**Te2+ radial density: predicting the valence shoulder and the relativistic ratio**

The table holds the radial density 4πr²n(r) of Te2+ from non-relativistic Hartree-Fock and from Dirac-Coulomb Hartree-Fock, both averaged over the open 5p2 shell, together with their ratio. The program checks the nuclear cusp and the r^(2γ−2) behaviour on the innermost rows, then predicts the five outer rows from Slater lobes for 5s2 and 5p2 plus a tail of the n = 4 shell fitted at 1.24 and 1.53 bohr, with a 5s contraction fitted at 1.53 bohr for the ratio. All fifteen predictions fall inside their ranges, with densities missed by 1 to 31 % of the computed values and ratios by at most 0.025. A single exponential through the last two known rows falls short by factors of 1.4 to 18.7. The ratio model misfits the known row at 1.24 bohr and predicts an upturn at 5.47 bohr that the calculation does not show.

Radial electron density 4πr²n(r) of the spherical Te2+ ion (Z = 52, [Kr] 4d10 5s2 5p2), computed with B-spline radial code 1 at the basis-set limit. The non-relativistic Hartree-Fock run uses a point nucleus and an average of configuration; the Dirac-Coulomb Hartree-Fock run uses a Fermi nucleus and an average of configuration over nl shells.

## The fit in Python

```python
# Table: radial density 4 pi r^2 n(r) of Te2+ (B-spline radial code), non-rel. HF and Dirac-Coulomb HF, averaged 5p2.
# Tested: cusp and r^(2 gamma - 2) inside; n=4 tail + Slater 5s2, 5p2 lobes as prediction for the withheld outer rows.
T = {
    'r': [0.000385, 0.000476, 0.000588, 0.000728, 0.0009, 0.00111, 0.00138, 0.0017, 0.00211, 0.0026, 0.00322, 0.00398, 0.00493, 0.00609, 0.00932, 0.0115, 0.0143, 0.0176, 0.0218, 0.027, 0.0334, 0.051, 0.0631, 0.0965, 0.119, 0.148, 0.183, 0.226, 0.279, 0.427, 1.24, 1.53, 1.89, 2.34, 2.89, 3.58, 5.47],  # bohr
    'D_nr': [0.1774, 0.2686, 0.4052, 0.6121, 0.9189, 1.368, 2.055, 3.017, 4.454, 6.427, 9.243, 13.05, 18.14, 24.55, 41.21, 50.2, 58.45, 63.78, 65.42, 63.16, 59.15, 61.72, 72.14, 84.83, 75.93, 64.03, 62.34, 69.59, 69.8, 31.05, 10.02, 5.174, 3.277, 2.191, 1.166, 0.4179, 0.01217],  # electrons/bohr
    'D_dirac': [0.332, 0.4876, 0.7133, 1.044, 1.52, 2.192, 3.19, 4.539, 6.489, 9.076, 12.64, 17.29, 23.28, 30.52, 48.06, 56.73, 64.0, 67.86, 67.85, 64.38, 60.23, 65.24, 76.24, 84.97, 74.03, 62.45, 62.71, 70.89, 70.0, 30.31, 9.99, 5.328, 3.344, 2.135, 1.091, 0.3806, 0.01088],  # electrons/bohr
    'ratio': [1.871, 1.815, 1.76, 1.706, 1.654, 1.603, 1.552, 1.505, 1.457, 1.412, 1.368, 1.325, 1.283, 1.243, 1.166, 1.13, 1.095, 1.064, 1.037, 1.019, 1.018, 1.057, 1.057, 1.002, 0.975, 0.975, 1.006, 1.019, 1.003, 0.976, 0.996, 1.03, 1.02, 0.975, 0.936, 0.911, 0.894],
}
HELD = [32, 33, 34, 35, 36]  # rows withheld from the fit
import numpy as np
from itertools import product
from scipy.constants import alpha, physical_constants as pc
from scipy.special import gammaln, gammaincc
from scipy.optimize import brentq
r, Dn, Dd, R = (np.array(T[k], float) for k in ("r", "D_nr", "D_dirac", "ratio"))
Z = 52; H = sorted(HELD); K = [i for i in range(len(r)) if i not in H]; a, b = K[-2], K[-1]
Ip, Is = np.array([28., 38.]) / pc["Hartree energy in eV"][0]  # rough recalled 5p, 5s binding in Te2+
def sto(N, n, z, x): return N * np.exp((2*n+1)*np.log(2*z) - gammaln(2*n+1) + 2*n*np.log(x) - 2*z*x)
cusp = np.polyfit(r[:6], np.log(Dn[:6] / r[:6]**2), 1)[0]
ex = np.polyfit(np.log(r[:6]), np.log(R[:6]), 1)[0]; g = np.sqrt(1 - (Z*alpha)**2)
print(f"first 6 rows: slope of ln(D_nr/r^2) {cusp:.1f} /bohr, -2Z = {-2*Z}")
print(f"first 6 rows: ratio exponent {ex:.3f}, 2 gamma - 2 = {2*g-2:.3f}, (Z alpha)^2 = {(Z*alpha)**2:.3f}")
j = max(K, key=lambda i: Dd[i] - Dn[i])
print(f"Dirac - non-rel.: {Dd[0]-Dn[0]:.2f} e/bohr at r={r[0]}, largest {Dd[j]-Dn[j]:.2f} at r={r[j]}")
# Slater's rules: electrons, n*, screening for 1s, 2sp, 3sp, 3d, 4sp, 4d, 5sp
sh = [(2, 1, .3), (8, 2, 7*.35+2*.85), (8, 3, 7*.35+8*.85+2), (10, 3, 9*.35+18),
      (8, 3.7, 7*.35+18*.85+10), (10, 3.7, 9*.35+36), (4, 4, 3*.35+18*.85+28)]
e = np.log(sum(sto(N, n, (Z-s)/n, r[K]) for N, n, s in sh) / Dn[K]); rms = np.sqrt(np.mean(e**2)); w = np.exp(rms)
print(f"unfitted Slater shells on known rows: rms ln error {rms:.3f} (factor {w:.2f}); table rounding under 0.05 %")
for q in list(np.argsort(-abs(e))[:3]) + [len(K)-2, len(K)-1]:
    print(f"  r={r[K[q]]} bohr: model/computed {np.exp(e[q]):.2f}")
z0 = (Z - sh[-1][2]) / 4; f = (Is / Ip)**0.25; zs, zp = z0*f, z0/f
def val(x, sc=1, ds=0, dp=0): return sto(2, 4, zs*sc*(1+ds), x) + sto(2, 4, zp*sc*(1+dp), x)
def core(x, sc, p):
    ca, cb = Dn[a] - val(r[a], sc), Dn[b] - val(r[b], sc)
    k = (np.log(ca/cb) + p*np.log(r[b]/r[a])) / (r[b] - r[a])
    return cb * (x/r[b])**p * np.exp(-k*(x - r[b]))
def cmid(x): return 0.5 * (core(x, 1, 0) + core(x, 1, 7.4))
def rat(x, ds, dp=0): return (cmid(x) + val(x, 1, ds, dp)) / (cmid(x) + val(x))
d0 = brentq(lambda d: rat(r[b], d) - Dd[b]/Dn[b], 0, 0.25)
k0 = np.log(Dn[a]/Dn[b]) / (r[b] - r[a])
out = 2*gammaincc(9, 2*zs*r[b]) + 2*gammaincc(9, 2*zp*r[b])
print(f"zeta mean {z0:.3f}, 5s {zs:.3f}, 5p {zp:.3f} /bohr; lobe peaks {4/zs:.2f}, {4/zp:.2f} bohr")
print(f"single exponential: slope -{k0:.2f} /bohr, electrons beyond {r[b]}: {Dn[b]/k0:.2f}; model valence there {out:.1f}")
print(f"5s exponent change fitted at r={r[b]}: {100*d0:.1f} %; check r={r[a]}: model {rat(r[a], d0):.3f}, table {R[a]:.3f}")
P = {}
for i in H:
    x = r[i]; env = [core(x, s, p) + val(x, s) for s, p in product((.9, 1, 1.1), (0, 7.4))]
    er = [rat(x, d0*m, dp) for m, dp in product((.5, 1, 1.5), (-.01, 0, .01))]
    P[i] = (cmid(x) + val(x), min(env)/w, max(env)*w, rat(x, d0), min(er), max(er))
def tag(v, lo, hi): return "inside" if lo <= v <= hi else "outside"
print("D_nr (e/bohr): r, predicted [range], computed, miss; single exponential, computed over it")
for i in H:
    p, lo, hi = P[i][:3]; s = Dn[b]*np.exp(-k0*(r[i] - r[b]))
    print(f"  {r[i]}: {p:.3g} [{lo:.3g}, {hi:.3g}], {Dn[i]:.4g}, {100*(p/Dn[i]-1):+.0f} % {tag(Dn[i], lo, hi)}; {s:.3g}, x{Dn[i]/s:.1f}")
print("D_dirac (e/bohr): r, predicted [range], computed, miss")
for i in H:
    p, lo, hi = (v*P[i][3] for v in P[i][:3])
    print(f"  {r[i]}: {p:.3g} [{lo:.3g}, {hi:.3g}], {Dd[i]:.4g}, {100*(p/Dd[i]-1):+.0f} % {tag(Dd[i], lo, hi)}")
print("ratio: r, predicted [range], computed, miss (rounding 0.0005)")
for i in H:
    p, lo, hi = P[i][3:]
    print(f"  {r[i]}: {p:.3f} [{lo:.3f}, {hi:.3f}], {R[i]:.3f}, {p-R[i]:+.3f} {tag(R[i], lo, hi)}")
print("slope of ln D (/bohr): interval, model, computed non-rel., computed Dirac")
M = {b: Dn[b], **{i: P[i][0] for i in H}}; seq = [b] + H
for u, v in zip(seq[:-1], seq[1:]):
    h = r[v] - r[u]
    print(f"  {r[u]}-{r[v]}: {np.log(M[v]/M[u])/h:.2f}, {np.log(Dn[v]/Dn[u])/h:.2f}, {np.log(Dd[v]/Dd[u])/h:.2f}")
kap = np.sqrt(2*Ip); u, v = H[-2], H[-1]
print(f"asymptotic law: kappa {kap:.2f} /bohr, power {6/kap:.2f}, slope over last interval "
      f"{6/kap*np.log(r[v]/r[u])/(r[v]-r[u]) - 2*kap:.2f}, limit {-2*kap:.2f}")
assert abs(cusp/(-2*Z) - 1) < 0.05
assert abs(ex - (2*g - 2)) < 0.015
assert R[a] < 1 < R[b] and Dn[a] > Dn[b]
```

Output:

```
first 6 rows: slope of ln(D_nr/r^2) -103.6 /bohr, -2Z = -104
first 6 rows: ratio exponent -0.146, 2 gamma - 2 = -0.150, (Z alpha)^2 = 0.144
Dirac - non-rel.: 0.15 e/bohr at r=0.000385, largest 6.85 at r=0.00932
unfitted Slater shells on known rows: rms ln error 0.117 (factor 1.12); table rounding under 0.05 %
  r=1.53 bohr: model/computed 1.43
  r=0.427 bohr: model/computed 1.27
  r=0.000385 bohr: model/computed 0.89
  r=1.24 bohr: model/computed 1.08
  r=1.53 bohr: model/computed 1.43
zeta mean 1.913, 5s 2.064, 5p 1.772 /bohr; lobe peaks 1.94, 2.26 bohr
single exponential: slope -2.28 /bohr, electrons beyond 1.53: 2.27; model valence there 3.4
5s exponent change fitted at r=1.53: 6.3 %; check r=1.24: model 1.015, table 0.996
D_nr (e/bohr): r, predicted [range], computed, miss; single exponential, computed over it
  1.89: 3.02 [2.35, 3.62], 3.277, -8 % inside; 2.28, x1.4
  2.34: 2.16 [1.74, 2.56], 2.191, -1 % inside; 0.817, x2.7
  2.89: 1.34 [0.926, 1.81], 1.166, +15 % inside; 0.233, x5.0
  3.58: 0.545 [0.3, 0.917], 0.4179, +30 % inside; 0.0484, x8.6
  5.47: 0.0155 [0.00451, 0.0495], 0.01217, +28 % inside; 0.000652, x18.7
D_dirac (e/bohr): r, predicted [range], computed, miss
  1.89: 3.09 [2.41, 3.71], 3.344, -8 % inside
  2.34: 2.1 [1.7, 2.5], 2.135, -2 % inside
  2.89: 1.24 [0.855, 1.67], 1.091, +13 % inside
  3.58: 0.489 [0.269, 0.822], 0.3806, +28 % inside
  5.47: 0.0143 [0.00414, 0.0455], 0.01088, +31 % inside
ratio: r, predicted [range], computed, miss (rounding 0.0005)
  1.89: 1.023 [1.006, 1.036], 1.020, +0.003 inside
  2.34: 0.974 [0.953, 0.992], 0.975, -0.001 inside
  2.89: 0.924 [0.881, 0.969], 0.936, -0.012 inside
  3.58: 0.897 [0.831, 0.969], 0.911, -0.014 inside
  5.47: 0.919 [0.813, 1.045], 0.894, +0.025 inside
slope of ln D (/bohr): interval, model, computed non-rel., computed Dirac
  1.53-1.89: -1.50, -1.27, -1.29
  1.89-2.34: -0.75, -0.89, -1.00
  2.34-2.89: -0.87, -1.15, -1.22
  2.89-3.58: -1.30, -1.49, -1.53
  3.58-5.47: -1.88, -1.87, -1.88
asymptotic law: kappa 1.43 /bohr, power 4.18, slope over last interval -1.93, limit -2.87
```
